## Why the gap of ZnO closes as the crystal is stretched

At 12.904 Å³ per atom the trend seems to have almost stalled. The band gap there is only 0.009 eV below that of the row before, whereas each of the first six steps in the table is about five times as large. A crystal that loses its gap steadily and then hesitates would call for a special cause, such as a change of structure or a switch to another band edge.

Wurtzite ZnO at different hydrostatic strains, calculated with Ansatz 0.2.0 using the r2SCAN functional, plane waves and PAW potentials (cutoff 500 eV, 12×12×6 k mesh, fixed occupations, no spin polarisation or spin–orbit coupling). Each row is a single run at a given geometry. In ten of the twelve rows the atoms have the same fractional coordinates, so they were scaled with the cell and not relaxed afresh at each volume. The forces left on them are below 0.005 eV/Å in every row, which means that they sit close to their relaxed positions. The shortest distance is that between Zn and O.

| volume (Å³/atom) | c/a | shortest distance (Å) | band gap (eV) | least direct gap (eV) |
| --- | --- | --- | --- | --- |
| 10.448 | 1.6106 | 1.892 | 1.413 | 1.413 |
| 10.778 | 1.6106 | 1.911 | 1.370 | 1.370 |
| 11.115 | 1.6106 | 1.931 | 1.326 | 1.326 |
| 11.459 | 1.6106 | 1.951 | 1.282 | 1.282 |
| 11.809 | 1.6107 | 1.970 | 1.238 | 1.238 |
| 12.167 | 1.6106 | 1.990 | 1.193 | 1.193 |
| 12.532 | 1.6107 | 2.010 | 1.147 | 1.147 |
| 12.717 | 1.6106 | 2.020 | 1.124 | 1.124 |
| 12.829 | 1.6106 | 2.025 | 1.110 | 1.110 |
| 12.904 | 1.6106 | 2.029 | 1.101 | 1.101 |
| 12.987 | 1.6106 | 2.034 | 1.091 | 1.091 |
| 13.284 | 1.6106 | 2.049 | 1.054 | 1.054 |

The cause is the spacing of the volumes. This row lies only 0.075 Å³ per atom beyond its neighbour, and a small stretch brings a small change of gap. The fair measure is the change of gap divided by the change in ln V, where V is the volume. With the gaps of the two runs taken to one more digit, 1.1104 and 1.1011 eV, this is −0.0093 eV/ln(12.904/12.829), or about −1.6 eV, in line with the other stretched rows.

The short steps next to this row, from 12.532 up to 12.987 Å³ per atom, have the same origin. What remains to be explained is a single smooth trend: the gap falls at every step, by 0.359 eV in all, while the shortest Zn–O distance grows by 8 %. The gap and the least direct gap agree in every row, and both band edges stay at Γ, the centre of the Brillouin zone. The change of gap per ln V also runs without a jump, so nothing points to a switch to another state along the way.

### Two edges with different chemistry

The general chemistry of tetrahedral oxides explains the direction. The lowest empty state of ZnO at Γ is built mainly from Zn 4s orbitals, with some s character on oxygen. The two are combined out of phase, so the wave changes sign between each zinc atom and its oxygen neighbours. This is an antibonding state, and its filled bonding partner lies far below, among the O 2s levels.

The energy of such a state depends strongly on the contact distance. When zinc and oxygen come closer, their orbitals overlap more and the bonding and antibonding partners are driven further apart. Put another way, the wave must change sign within a shorter distance, which costs kinetic energy. Stretching the crystal reverses this, and the empty state is expected to come down towards the filled ones.

The highest filled state is made mainly of O 2p orbitals. At Γ a p orbital on oxygen hardly mixes with the 4s orbitals of the surrounding zinc atoms: its two lobes have opposite signs, and the contributions from the four neighbours nearly cancel. The valence top therefore lacks the strong s-type coupling that moves the conduction edge, and it responds less to the distance. The gap follows the more sensitive edge, so it opens on compression and closes on stretching.

The calculation agrees with this argument but is no separate test of it. From the first row to the last, the printed conduction edge falls by 4.04 eV and the valence edge by 3.68 eV. Neither number is a physical shift in itself, because a periodic crystal offers no vacuum level as a common zero. Their difference is free of that problem, but it is simply the fall of the gap again. It cannot tell which edge is the more sensitive one, and the orbital make-up of the two edges was not computed.

For a related material, the question to ask is which of the two edges is more strongly antibonding across the contact that changes. If it is the empty one, squeezing is expected to open the gap. The argument has to be made afresh if the lowest empty state lies at another point of the Brillouin zone, where the orbitals combine with different phases.

### Why a gigapascal does not always buy the same change

In practice one sets a pressure and not a volume, and on that scale the trend looks far from even. Among the compressed rows, from 10.448 to 11.115 Å³ per atom, the gap changes by 6.4 meV per GPa. Among the stretched rows, from 12.532 to 13.284, the pressure is negative, which means a pull from all sides, and the gap changes by 16.0 meV per GPa. The electrons seem to become two and a half times as sensitive, but most of this difference lies in the stiffness of the crystal.

Pressure acts on the gap in two stages. A small rise in pressure dP changes ln V by −dP/B, where B is the bulk modulus, the resistance to a change of volume. That change of volume then shifts the gap by the deformation potential a, the change of gap per unit change in ln V. Together they give

change of gap per unit pressure = −a/B.

The simplest assumption is that a keeps its equilibrium value everywhere and only B varies. Between 11.459 and 12.167 Å³ per atom, on either side of the pressure-free volume, a is −1.485 eV. In the stretched region the pressures of the same runs give B = 99.7 GPa. The estimate is then 1.485 eV/99.7 GPa = 0.0149 eV per GPa, or 14.9 meV per GPa, which is 7 % below the calculated 16.0.

For the compressed region the same assumption gives 6.7 meV per GPa, about 6 % above the calculated value. The rows around equilibrium supplied a and are no test. Since B comes from the very runs being compared, the estimate tests only whether a is constant, and it nearly is. The output below lists the values for all three regions.

The change in stiffness has a familiar cause. When atoms are pushed together, the repulsion between their filled shells rises ever more steeply, so each further gigapascal achieves less. When the crystal is pulled apart, the restoring force still grows, but by less with each further stretch, so the same added load moves the atoms further. The bulk modulus falls from 221 GPa in the compressed region to 100 GPa in the stretched one, and the gap responds to the distance that the atoms actually move.

### The part that stiffness leaves over

The deformation potential is not quite constant: it grows in size from 1.41 eV in the compressed region to 1.60 eV in the stretched one. Part of this comes from the choice of ln V as the measure. Counted by edge length, the trend is straighter: edges 4 % shorter than at equilibrium open the gap by 0.175 eV, and edges 4 % longer close it by 0.184 eV. A slight asymmetry remains, and its direction is instructive.

In a simple picture the coupling of the s orbitals grows ever faster as the atoms approach, and the gap should react most strongly where they are closest. The table shows the reverse. Either the coupling grows less steeply than this picture assumes, or something else holds back the opening on compression. A candidate for the second is the filled Zn 3d shell, which lies below the O 2p levels and pushes the valence top upwards. This push grows quickly at short distance and would let the valence top follow part of the rise of the conduction edge. It remains a guess, because neither the 3d energies nor the share of 3d in the valence top is available at the different volumes.

### How far the numbers can be trusted

The direction of the trend is safer than its size. At the pressure-free volume, 11.809 Å³ per atom, the calculated gap is 1.24 eV, against a measured gap of roughly 3.4 eV (a recalled value). Spin–orbit coupling and lattice vibrations are left out, but they are known to be far too small to account for some 2 eV. The main cause is the functional: approximations of this kind give gaps that are too small, and in ZnO they also place the Zn 3d levels too high, which exaggerates the push on the valence top.

The same fault probably weakens the response to pressure. Near equilibrium the calculation gives about 10 meV per GPa, whereas measurements give roughly 25 (again recalled). The table therefore shows that pressure widens the gap of wurtzite ZnO, but it cannot serve to calibrate by how much.

The compressed end carries a further limit. Real ZnO changes to the rocksalt structure at roughly 10 GPa (also a recalled value), and the three smallest volumes lie at or above that pressure. These rows describe wurtzite held beyond its range of stability. They are useful for seeing how the bonds act on the gap, but they do not predict what a pressed sample would show there. The stretched rows have a limit of their own: the last one needs a pull of almost 14 GPa from all sides, which is hardly within reach of an experiment.

Numerical output:

```
Steps from the row before:
     row  pressure GPa  volume step A3 per atom  gap step eV  gap change per ln V eV
  10.448         24.05                      n/a          n/a                     n/a
  10.778         16.76                     0.33       -0.043                  -1.383
  11.115         10.39                    0.337       -0.044                  -1.429
  11.459         4.834                    0.344       -0.044                  -1.444
  11.809             0                     0.35       -0.044                  -1.462
  12.167        -4.196                    0.358       -0.045                  -1.507
  12.532        -7.824                    0.365       -0.046                  -1.556
  12.717        -9.447                    0.185       -0.023                   -1.57
  12.829        -10.36                    0.112       -0.014                  -1.597
  12.904        -10.95                    0.075       -0.009                  -1.544
  12.987        -11.58                    0.083        -0.01                   -1.56
  13.284        -13.63                    0.297       -0.037                  -1.636
Fall of the gap from first to last row, eV: 0.359
Growth of the shortest distance from first to last row, percent: 8.298
Gap opened by 4 percent shorter edges, eV: 0.175
Gap closed by 4 percent longer edges, eV: 0.184
Largest rounding error of a local slope, eV: 0.1716
Deformation potential, compressed window, eV: -1.406
Deformation potential, equilibrium window, eV: -1.485
Deformation potential, stretched window, eV: -1.596
Bulk modulus, compressed window, GPa: 220.7
Bulk modulus, equilibrium window, GPa: 150.6
Bulk modulus, stretched window, GPa: 99.7
Pressure coefficient of the gap, compressed window, meV per GPa: 6.37
Pressure coefficient of the gap, equilibrium window, meV per GPa: 9.856
Pressure coefficient of the gap, stretched window, meV per GPa: 16.01
Estimate with equilibrium deformation potential, compressed window, meV per GPa: 6.727
Estimate with equilibrium deformation potential, stretched window, meV per GPa: 14.89
Ratio of pressure coefficients, stretched to compressed: 2.513
Ratio of bulk moduli, compressed to stretched: 2.213
Ratio of deformation potentials, stretched to compressed: 1.135
Fall of the raw valence edge from first to last row, eV: 3.677
Fall of the raw conduction edge from first to last row, eV: 4.036
Equilibrium gap below the rough recalled measured 3.4 eV, eV: 2.162
```
